**Errors of LDA and Dirac-Fock ionisation energies along the two-electron sequence**

The table holds 1s² → 1s¹ ionisation energies of seven ions from He to Bi81+: scalar-relativistic, spin-polarised LDA-VWN5 with a point nucleus (energy difference and eigenvalue), four-component Dirac-Fock with a finite nucleus, and NIST values. The program splits the LDA error into an exchange-correlation part, Breit, QED and recoil corrections, a remainder and a final residual, and tests one parameter-free estimate, the frozen point-nucleus Dirac 1s orbital. The output shows that the sign change of the LDA error between Ni26+ and Pd44+ is a cancellation between a lowering that grows as about $Z^{1.3}$ and omitted terms that grow as about $Z^{3.2}$. A remainder of 29 eV at W72+ and 72 eV at Bi81+ is left, while one-electron LDA energies plus their self-interaction match the Dirac value within 0.06 eV. The estimate $U+X/3$ gives the gap between IE and $-\varepsilon$ to 5 % or better from Ne8+ on and is 38 % too high for He.

Two-electron ions (1s²) computed with Quantum ESPRESSO ld1.x 7.5 as spherical all-electron Kohn-Sham atoms: LDA-VWN5, scalar-relativistic, spin-polarised, point nucleus. The Dirac-Fock column is from a B-spline radial atomic code, version 1, with the Dirac-Coulomb Hamiltonian and a finite nucleus. Ionisation energies are differences of total energies, without Breit or QED terms.

## Numerical check

```python
# Table: ionisation energies (eV) of two-electron ions 1s2 -> 1s1: ld1.x scalar-relativistic LDA-VWN5
# (point nucleus, energy difference and eigenvalue), B-spline Dirac-Fock (finite nucleus), NIST values.
# Tested: additive split of the LDA error; frozen point-nucleus Dirac 1s orbital as the one estimate.
T = {
    'ion': ['He', 'Ne8+', 'P13+', 'Ni26+', 'Pd44+', 'W72+', 'Bi81+'],
    'Z': [2, 10, 15, 28, 46, 74, 83],
    'charge': [0, 8, 13, 26, 44, 72, 81],  # e
    'ionisation_energy': [24.3041, 1188.07, 2804.77, 10272.2, 28785.6, 79399.4, 102630],  # eV
    'minus_highest_eigenvalue': [15.523, 1130.1, 2716.0, 10102, 28497, 78895, 102040],  # eV
    'nist': [24.587389, 1195.8082, 2816.9087, 10288.885, 28776.032, 79181.94, 102251.8],  # eV
    'nist_kind': ['measured', 'theory', 'theory', 'theory', 'theory', 'theory', 'theory'],
    'nist_unc': [2.5e-08, 0.0004, 0.00019, 0.001, 0.014, 0.19, 0.4],  # eV
    'error': [-0.283, -7.74, -12.1, -16.7, 9.54, 218, 379],  # eV
    'ie_hf': [23.448, 1195.0, 2817.3, 10300, 28835, 79460, 102660],  # eV
}
import numpy as np
from scipy.constants import physical_constants as pc, alpha
from scipy.special import gamma as G, gammainc
from scipy.integrate import quad
H = pc['Hartree energy in eV'][0]
mc2 = pc['electron mass energy equivalent in MeV'][0]*1e6
ion = T['ion']; Z = np.array(T['Z'], float); n = len(ion)
ie, eps, ref, unc, err_t, df_t = (np.array(T[k], float) for k in
    ('ionisation_energy', 'minus_highest_eigenvalue', 'nist', 'nist_unc', 'error', 'ie_hf'))
# Further outputs of the same runs (less vetted); eV, or hartree converted by H
df = np.array([23.44824, 1195.016, 2817.315, 10299.92, 28834.72, 79460.03, 102661.])  # more digits
res = np.array([-1.144285, -1.283146, -1.347287, -1.61777, -2.335789, -4.898994, -6.396797])
gaunt = H*np.array([6.377743e-05, 0.0121099, 0.04230003, 0.2860026, 1.314232, 5.87576, 8.558674])
ie1 = np.array([52.83919, 1351.663, 3053.848, 10748.11, 29594.4, 80815.22, 104283.6])
eh1 = H*np.array([0.6095065, 3.114045, 4.690973, 8.87015, 14.9984, 26.1708, 30.53999])
xc1 = -H*np.array([0.5524065, 2.721422, 4.080247, 7.678397, 12.96302, 22.67691, 26.52305])
eh2 = H*np.array([12.01086, 18.31551, 35.01884, 59.49699, 104.0701, 121.4798])  # Ne8+ on; He not given
xc2 = -H*np.array([5.358772, 8.08726, 15.29677, 25.86662, 45.25991, 52.9269])
koop = np.array([24.9798, 1196.536, 2818.843, 10301.49])  # Dirac-Fock -eps, first four rows only
def orbital(z, g):  # self-Hartree U and spin-polarised Slater exchange X in eV
    a, b = 2*g + 1, (8*g + 1)/3
    U = 2*z*quad(lambda x: x**(a-2)*np.exp(-x)*gammainc(a, x), 0, 80)[0]/G(a)
    X = -0.75*(6/np.pi)**(1/3)*(4*np.pi)**(-1/3)*(2**a/G(a))**(4/3)*G(b)*(3/8)**b*z
    return U*H, X*H
gam = np.sqrt(1 - (Z*alpha)**2)
U, X = np.array([orbital(z, g) for z, g in zip(Z, gam)]).T
dirac = mc2*(1 - gam)
err = ie - ref; corr = df - res - ref; d1 = eh1 + xc1; d2 = xc2 + eh2/2
xcp = -(d2 - d1[1:]); rem = (ie - df)[1:] - xcp
half = lambda v, s: 0.5*10**(np.floor(np.log10(v)) - s + 1)
ex = lambda y, z, i, j: np.log(abs(y[j]/y[i]))/np.log(z[j]/z[i])
print('A. Errors (eV): LDA-NIST, as tabulated, %, DF-NIST, %, LDA-DF, NIST unc., IE rounding')
for i in range(n):
    print(f'{ion[i]:6s}{err[i]:9.2f}{err_t[i]:9.3g}{100*err[i]/ref[i]:8.3f}{df[i]-ref[i]:9.2f}'
          f'{100*(df[i]-ref[i])/ref[i]:8.3f}{ie[i]-df[i]:8.2f}{unc[i]:9.1e}{half(ie[i],6):9.1e}')
print(f'DF digits from further outputs differ from the table by at most {abs(df-df_t).max():.2f} eV')
print('B. LDA-NIST split (eV): D2, xc part -(D2-D1), remainder, Gaunt, QED+recoil, their sum, corrected DF-NIST')
print(f'He: D2 not given; LDA-DF {ie[0]-df[0]:.3f}, corrections {corr[0]:.3f}, corrected DF-NIST {res[0]:.3f}')
for i in range(1, n):
    print(f'{ion[i]:6s}{d2[i-1]:8.2f}{xcp[i-1]:9.2f}{rem[i-1]:8.2f}{gaunt[i]:8.2f}'
          f'{corr[i]-gaunt[i]:8.2f}{corr[i]:8.2f}{res[i]:7.2f}')
print(f'Power of Z, Ne8+ to Bi81+: xc part {ex(xcp, Z[1:], 0, 5):.2f}, corrections {ex(corr, Z, 1, 6):.2f}, IE {ex(ie, Z, 1, 6):.2f}')
print(f'Power of Z of remainder: Pd to W {ex(rem, Z[1:], 3, 4):.1f}, W to Bi {ex(rem, Z[1:], 4, 5):.1f}')
print('C. One-electron ions (eV): D1=EH+Exc, estimate U+X, D1-estimate, D1/Z, Dirac IE, LDA IE+D1-Dirac')
for i in range(n):
    print(f'Z={Z[i]:3.0f}{d1[i]:9.2f}{U[i]+X[i]:9.2f}{d1[i]-U[i]-X[i]:7.2f}{d1[i]/Z[i]:7.3f}'
          f'{dirac[i]:11.2f}{ie1[i]+d1[i]-dirac[i]:8.3f}')
u0, x0 = orbital(1, 1)
print(f'No relativity, per Z: U+X {(u0+x0)/H:.4f} Ha = {u0+x0:.2f} eV; U+X/3 {(u0+x0/3)/H:.4f} Ha = {u0+x0/3:.2f} eV; ratio {(u0+x0/3)/(u0+x0):.1f}')
gap = ie - eps; run = eh2/4 + xc2/6
print('D. Eigenvalue (eV): -eps/IE, IE+eps, per Z, eps rounding, estimate U+X/3, its error %, EH/4+Exc/6, its error %')
for i in range(n):
    e = U[i] + X[i]/3
    s = f'{run[i-1]:8.1f}{100*(run[i-1]/gap[i]-1):6.1f}' if i else '  not given'
    print(f'{ion[i]:6s}{eps[i]/ie[i]:7.3f}{gap[i]:8.1f}{gap[i]/Z[i]:6.2f}{half(eps[i],5):8.1e}'
          f'{e:8.1f}{100*(e/gap[i]-1):6.1f}{s}')
print(f'Power of Z of IE+eps, Ne8+ to Bi81+: {ex(gap, Z, 1, 6):.2f}')
print('DF -eps less DF IE, He to Ni26+ (eV):', ' '.join(f'{v:.2f}' for v in koop - df[:4]))
assert all(err[Z <= 28] < 0) and all(err[Z >= 46] > 0) and all(xcp < 0)
assert all(abs(rem[:3]) < 0.2) and 0 < rem[3] < rem[4] < rem[5]
assert all(abs(ie1 + d1 - dirac) < 1.0)
assert all(np.diff(gap) > 0) and all(abs(run/gap[1:] - 1) < 0.03)
```

Printed output:

```
A. Errors (eV): LDA-NIST, as tabulated, %, DF-NIST, %, LDA-DF, NIST unc., IE rounding
He        -0.28   -0.283  -1.152    -1.14  -4.633    0.86  2.5e-08  5.0e-05
Ne8+      -7.74    -7.74  -0.647    -0.79  -0.066   -6.95  4.0e-04  5.0e-03
P13+     -12.14    -12.1  -0.431     0.41   0.014  -12.55  1.9e-04  5.0e-03
Ni26+    -16.68    -16.7  -0.162    11.03   0.107  -27.72  1.0e-03  5.0e-02
Pd44+      9.57     9.54   0.033    58.69   0.204  -49.12  1.4e-02  5.0e-02
W72+     217.46      218   0.275   278.09   0.351  -60.63  1.9e-01  5.0e-02
Bi81+    378.20      379   0.370   409.20   0.400  -31.00  4.0e-01  5.0e-01
DF digits from further outputs differ from the table by at most 1.00 eV
B. LDA-NIST split (eV): D2, xc part -(D2-D1), remainder, Gaunt, QED+recoil, their sum, corrected DF-NIST
He: D2 not given; LDA-DF 0.856, corrections 0.005, corrected DF-NIST -1.144
Ne8+     17.60    -6.91   -0.03    0.33    0.16    0.49  -1.28
P13+     29.13   -12.51   -0.03    1.15    0.60    1.75  -1.35
Ni26+    60.21   -27.78    0.06    7.78    4.87   12.65  -1.62
Pd44+   105.63   -50.25    1.13   35.76   25.26   61.02  -2.34
W72+    184.36   -89.29   28.66  159.89  123.10  282.99  -4.90
Bi81+   212.60  -103.30   72.30  232.89  182.70  415.60  -6.40
Power of Z, Ne8+ to Bi81+: xc part 1.28, corrections 3.19, IE 2.11
Power of Z of remainder: Pd to W 6.8, W to Bi 8.1
C. One-electron ions (eV): D1=EH+Exc, estimate U+X, D1-estimate, D1/Z, Dirac IE, LDA IE+D1-Dirac
Z=  2     1.55     2.42  -0.87  0.777      54.43  -0.033
Z= 10    10.68    12.12  -1.43  1.068    1362.39  -0.039
Z= 15    16.62    18.21  -1.59  1.108    3070.51  -0.039
Z= 28    32.43    34.27  -1.84  1.158   10780.58  -0.044
Z= 46    55.39    57.45  -2.06  1.204   29649.84  -0.052
Z= 74    95.07    97.38  -2.31  1.285   80910.35  -0.058
Z= 83   109.31   111.69  -2.38  1.317  104392.93  -0.028
No relativity, per Z: U+X 0.0445 Ha = 1.21 eV; U+X/3 0.2232 Ha = 6.07 eV; ratio 5.0
D. Eigenvalue (eV): -eps/IE, IE+eps, per Z, eps rounding, estimate U+X/3, its error %, EH/4+Exc/6, its error %
He      0.639     8.8  4.39 5.0e-04    12.1  38.3  not given
Ne8+    0.951    58.0  5.80 5.0e-02    60.8   5.0    57.4  -1.0
P13+    0.968    88.8  5.92 5.0e-02    91.5   3.1    87.9  -1.0
Ni26+   0.983   170.2  6.08 5.0e-01   172.7   1.4   168.9  -0.8
Pd44+   0.990   288.6  6.27 5.0e-01   291.6   1.0   287.4  -0.4
W72+    0.994   504.4  6.82 5.0e-01   507.7   0.6   502.7  -0.3
Bi81+   0.994   590.0  7.11 5.0e+00   591.7   0.3   586.4  -0.6
Power of Z of IE+eps, Ne8+ to Bi81+: 1.10
DF -eps less DF IE, He to Ni26+ (eV): 1.53 1.52 1.53 1.57
```
